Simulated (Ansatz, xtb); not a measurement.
Two isomers of CH3GeO

Structure I: `[CH3][Ge]=[O]`, a doublet. Structure II: `[CH2][O][GeH]`, a doublet. Both are isolated molecules in the gas phase, relaxed with B3LYP-D3(BJ)/def2-SVP; the shapes shown needn't be the lowest conformers.

I (Å):

```xyz
6

C    -1.0028   -1.1048   -0.2021
Ge    0.0119   -2.0260    1.3059
O     1.2453   -1.0702    1.8949
H    -0.3662   -1.1855   -1.0963
H    -1.9694   -1.5972   -0.3683
H    -1.1246   -0.0513    0.0866
```

II (Å):

```xyz
6

C     0.2809   -0.7777   -0.3443
Ge   -1.3511   -2.1945    1.5765
O    -0.8791   -1.0282    0.1591
H     1.1879   -1.2662    0.0426
H     0.3385   -0.0611   -1.1720
H    -2.8877   -1.7818    1.3961
```

**Question.** Estimate which is lower in electronic energy at CCSD(T)/def2-SVP + ΔMP2/def2-TZVPP, and by roughly how much.

**Answer.** The CCSD(T)/def2-SVP + ΔMP2/def2-TZVPP calculation puts structure I lower, by 22.9 kcal/mol.

How the difference moves with the method:

```
                             level               geometry  E(II) − E(I) (kcal/mol)  departure from the last row (kcal/mol)  job, with rough time for the two
                          GFN2-xTB               GFN2-xTB                     +17.2                                    −5.7              optimisation, 0.45 s
                         HF/STO-3G               GFN2-xTB                     +30.7                                    +7.8               single point, 4.5 s
                r2SCAN-D4/def2-SVP               GFN2-xTB                     +13.3                                    −9.5                single point, 14 s
             B3LYP-D3(BJ)/def2-SVP  B3LYP-D3(BJ)/def2-SVP                     +12.8                                   −10.1             optimisation, 2.4 min
                       HF/def2-SVP  B3LYP-D3(BJ)/def2-SVP                     +11.2                                   −11.7           part of the CCSD(T) run
                      MP2/def2-SVP  B3LYP-D3(BJ)/def2-SVP                      +8.1                                   −14.8           part of the CCSD(T) run
                  CCSD(T)/def2-SVP  B3LYP-D3(BJ)/def2-SVP                     +19.1                                    −3.8                      single point
CCSD(T)/def2-SVP + ΔMP2/def2-TZVPP  B3LYP-D3(BJ)/def2-SVP                     +22.9                                                     single point, 4.8 min
```

As drawn, II has 1 C–O, 1 Ge–O, 1 Ge–H in place of 1 C–Ge, 1 Ge=O, 1 C–H.

The levels shown agree on the order. The largest departure from CCSD(T)/def2-SVP + ΔMP2/def2-TZVPP is that of MP2/def2-SVP, 14.8 kcal/mol. The last row adds to CCSD(T) the change of the MP2 difference between the two basis sets, here +3.8 kcal/mol, a large step that makes the value less sure.

With harmonic frequencies from B3LYP-D3(BJ)/def2-SVP (ideal gas, rigid rotor, one conformer each, 298.15 K, 1 atm): on the last row, ΔE + ΔZPE = +20.8 kcal/mol. A mode under 50 cm⁻¹ makes harmonic enthalpies and free energies unreliable, so none is given.

The T1 diagnostic of structures I and II is large, so the coupled-cluster value is less sure. Open shells are spin-unrestricted. The correlated steps freeze 11 core orbitals; the filled d shell of Ge is correlated, in a basis made for valence electrons. Codes used: Ansatz 0.2.0, xtb 6.7.1; the last row on 1 thread of AMD EPYC (Zen 3) on a shared host.

Every level places the methyl germanium oxide radical below its CH2–O–GeH isomer, so the order is better supported than the size of the gap. The likely reason is the bond balance: II gains a strong C–O bond in place of C–Ge, but gives up a C–H bond for a weaker Ge–H bond and the short, strongly polar Ge=O bond for a single Ge–O link. In II the C–O distance is shorter than a normal single bond and the Ge–O distance is long, which suggests some character of formaldehyde bound to GeH. That delocalisation would soften the cost of the rearrangement without cancelling it. Zero-point energy narrows the gap, as expected when a stiff C–H oscillator is replaced by a softer Ge–H one. MP2 lowers the Hartree–Fock difference whereas CCSD(T) raises it, so correlation beyond second order matters here, and the MP2-based basis-set increment may not carry over accurately to coupled cluster. The energies say nothing about the barrier between the isomers.
